**Why does UHF do nothing at first when I stretch a C–F bond, and then end up below CASSCF?**

I pulled one fluorine away from CH₃CF₃, keeping the rest of the molecule rigid, and compared RHF, UHF and a CASSCF with two electrons in two orbitals.

PySCF 2.14.0 calculations with RHF, broken-symmetry UHF and CASSCF (two electrons in two orbitals), basis def2-SVP, for neutral singlet CH₃CF₃. One C–F bond is stretched from the GFN2-xTB geometry with all other atoms held fixed. Spin squared is the UHF value; the weak occupation is that of the less occupied active natural orbital in CASSCF.

```
bond length (Å)  CASSCF energy over its lowest point (eV)  RHF energy over CASSCF (eV)  UHF energy under RHF (eV)  spin squared  first weak orbital occupation
          1.220                                     0.379                        0.497                      0.000         0.000                          0.012
          1.330                                     0.000                        0.613                      0.000         0.000                          0.019
          1.460                                     0.239                        0.762                      0.000         0.000                          0.031
          1.600                                     0.862                        0.932                      0.000         0.000                          0.049
          1.800                                     1.919                        1.191                      0.000         0.000                          0.090
          2.060                                     3.122                        1.591                      0.572         0.653                          0.186
          2.390                                     4.079                        2.296                      1.921         0.907                          0.396
          2.930                                     4.622                        3.727                      3.799         0.993                          0.735
          3.720                                     4.731                        5.365                      5.528         1.007                          0.949
```

I expected RHF to fail for a broken bond, and UHF to repair it. But up to 1.80 Å UHF is identical to RHF, although CASSCF already lies well below both. Further out UHF improves quickly, and in the last two rows it even falls below CASSCF. Is something wrong with the UHF runs, or is there one reason behind all this?

**Answer**

Nothing in these results points to a faulty run. The three methods differ in what they let the two bonding electrons do as the bond weakens. RHF keeps both in one orbital, CASSCF lets the pair spread over two orbitals while staying a singlet, and UHF gives each electron its own orbital at the price of a pure spin state.

Stretched H₂ is the simplest case of this kind. Its two atomic orbitals combine into a bonding orbital σ and an antibonding orbital σ\*, and near equilibrium the configuration σ² describes the molecule well. As the overlap fades, σ and σ\* approach each other in energy, and so do σ² and σ\*². The two configurations then mix more and more, until at full separation they have equal weight and each atom holds exactly one electron.

RHF has only σ². One doubly occupied orbital cannot keep one electron on each fragment, so part of the wavefunction always has both electrons on the same side. In a bond this is cheap, but between separating fragments it means an ion pair whose attraction fades with distance. Together with the loss of the remaining overlap, this makes RHF climb by another 1.7 eV over your last step, where CASSCF rises by only 0.1 eV. In C–F the ionic part should favour F⁻, unlike in symmetric H₂, but the argument is the same.

The first weak orbital occupation shows the mixing directly. Call it n: the number of electrons in the weaker of the two active orbitals, 0 for a perfect pair and 1 for two separate electrons. It grows smoothly from 0.012 to 0.949 along your scan, so the pair comes apart gradually.

The same number helps to explain the size of the RHF error. Write the CASSCF state as c₁σ² − c₂σ\*². The occupations are then 2c₁² = 2 − n and 2c₂² = n, so the amplitude ratio is t = c₂/c₁ = √(n/(2 − n)). If K is the coupling between the two configurations, the CASSCF energy equals the energy of σ² minus K·t. Since RHF has already found the best single σ², CASSCF can lie below RHF by at most K·t.

Take the row at 2.39 Å, where n = 0.396. This gives t = √(0.396/1.604) ≈ 0.50. CASSCF lies 2.3 eV below RHF there, so K must be at least 2.3/0.50 ≈ 4.6 eV.

The printed output below repeats this step for every row, with nothing fitted. From 1.33 to 3.72 Å the RHF error grows about ninefold and t about tenfold, while the lower bound on K varies only by a factor of 1.4 over the whole scan. The simplest reading is that RHF fails mainly because the second configuration becomes accessible, with no need for a much stronger coupling. The estimate does not prove that K is steady: it gives only a lower bound, and it takes its input from the CASSCF results themselves.

Now to UHF. It lets the spin-up orbital lean towards one fragment and the spin-down orbital towards the other. This brings in some σ\*², which lowers the energy, but it also brings in some triplet, in which the bond is broken. For a small lean, both the gain and the cost grow with the square of the lean. Either the gain wins from the start or the best lean is exactly zero.

This produces a threshold, known as the Coulson–Fischer point. While the bond is strong, the triplet is too expensive and UHF falls back on RHF; once the bond is weak enough, the symmetry breaks. In your scan this happens between 1.80 and 2.06 Å. CASSCF has no such threshold, because it can add σ\*² without any triplet, and a small admixture gains energy in proportion to its amplitude. At 1.80 Å it is therefore already 1.2 eV below RHF, while UHF has gained nothing.

Once past the threshold, UHF soon separates the electrons too far. Its spin squared would be 0 for a pure singlet and 2 for a triplet, and it approaches 1 for two separated electrons, where the determinant is an equal mixture of both. At 2.39 Å it is already 0.91. For a single electron pair this corresponds to a weak occupation of 1 − √(1 − 0.907) ≈ 0.70, whereas CASSCF has only 0.40. UHF has given up most of the bond at a distance where CASSCF still keeps a good part of it.

The energies show the same thing. From 2.39 Å to the end of the scan UHF rises by only 0.1 eV, but CASSCF still has 0.7 eV to climb. The UHF plateau therefore comes too early, and it shouldn't be read as the distance at which the bond has really broken.

The last two rows show where the comparison with H₂ stops. CH₃CF₃ has many other electrons, and UHF lets all of them respond to the two unpaired spins: spin-up and spin-down electrons in the same shell take slightly different orbitals. CASSCF with one active pair leaves the other electrons strictly paired. This spin polarisation is the likely reason why UHF ends 0.16 eV below CASSCF. It breaks no variational rule, since neither wavefunction contains the other as a special case.

The well depths now make sense too. From 1.33 to 3.72 Å UHF rises by 0.78 eV less than CASSCF. Most of this, 0.61 eV, arises at the short end, where UHF lacks the pair correlation that CASSCF has; the other 0.16 eV comes from the long end. A shallower UHF curve is thus mostly a sign of a poorly described bond, and only to a small extent of well described fragments.

Even the CASSCF rise of 4.7 eV is not a bond energy to compare with thermochemistry. The CH₃CF₂ fragment is frozen in the shape it had in the molecule, the basis is small, zero-point motion is absent, and the correlation among the other electrons is left out. The scan is better used to see how the bond's electronic structure changes.

That change matters for fluorocarbon gases in plasma etching, where broken C–F bonds supply fluorine radicals. A ground-state path to such radicals has to end in two neutral fragments, which closed-shell RHF cannot describe. Your scan says nothing about how electron impact in the plasma breaks the bond.

For your next scan, look at the weak occupation as well as at spin squared. A spin squared of zero tells you only that UHF has not broken symmetry; it does not tell you that one configuration is enough. Once spin squared departs from zero, the UHF energy may be much better than the RHF one, but the state behind it is no longer a pure singlet.

Output of the analysis:

```
Energy curves:
   row  RHF rise from 1.33 A (eV)  UHF rise from 1.33 A (eV)  UHF over CASSCF (eV)  UHF lowering in % of CASSCF lowering
  1.22                      0.263                      0.263                 0.497                                     0
  1.33                          0                          0                 0.613                                     0
  1.46                      0.388                      0.388                 0.762                                     0
   1.6                      1.181                      1.181                 0.932                                     0
   1.8                      2.497                      2.497                 1.191                                     0
  2.06                        4.1                      3.528                 1.019                                 35.95
  2.39                      5.762                      3.841                 0.375                                 83.67
  2.93                      7.736                      3.937                -0.072                                 101.9
  3.72                      9.483                      3.955                -0.163                                   103
Mixing of two configurations:
   row  CASSCF slope from previous row (eV/A)  amplitude ratio  lower bound to coupling (eV)
  1.22                                    n/a          0.07769                         6.397
  1.33                                 -3.445          0.09793                         6.259
  1.46                                  1.838           0.1255                         6.073
   1.6                                   4.45           0.1585                         5.881
   1.8                                  5.285           0.2171                         5.487
  2.06                                  4.627           0.3202                         4.969
  2.39                                    2.9           0.4969                         4.621
  2.93                                  1.006           0.7623                         4.889
  3.72                                  0.138           0.9502                         5.646
Bond length of the lowest CASSCF grid point (angstrom): 1.33
Growth factor of RHF error from 1.33 to 3.72 angstrom: 8.752
Growth factor of amplitude ratio from 1.33 to 3.72 angstrom: 9.703
Largest over smallest lower bound to the coupling: 1.384
Extra rise of RHF over CASSCF from 1.33 to 3.72 angstrom (eV): 4.752
Shortfall of UHF rise against CASSCF rise from 1.33 to 3.72 angstrom (eV): 0.776
CASSCF rise from 2.39 to 3.72 angstrom (eV): 0.652
UHF rise from 2.39 to 3.72 angstrom (eV): 0.114
CASSCF rise over the last step (eV): 0.109
```
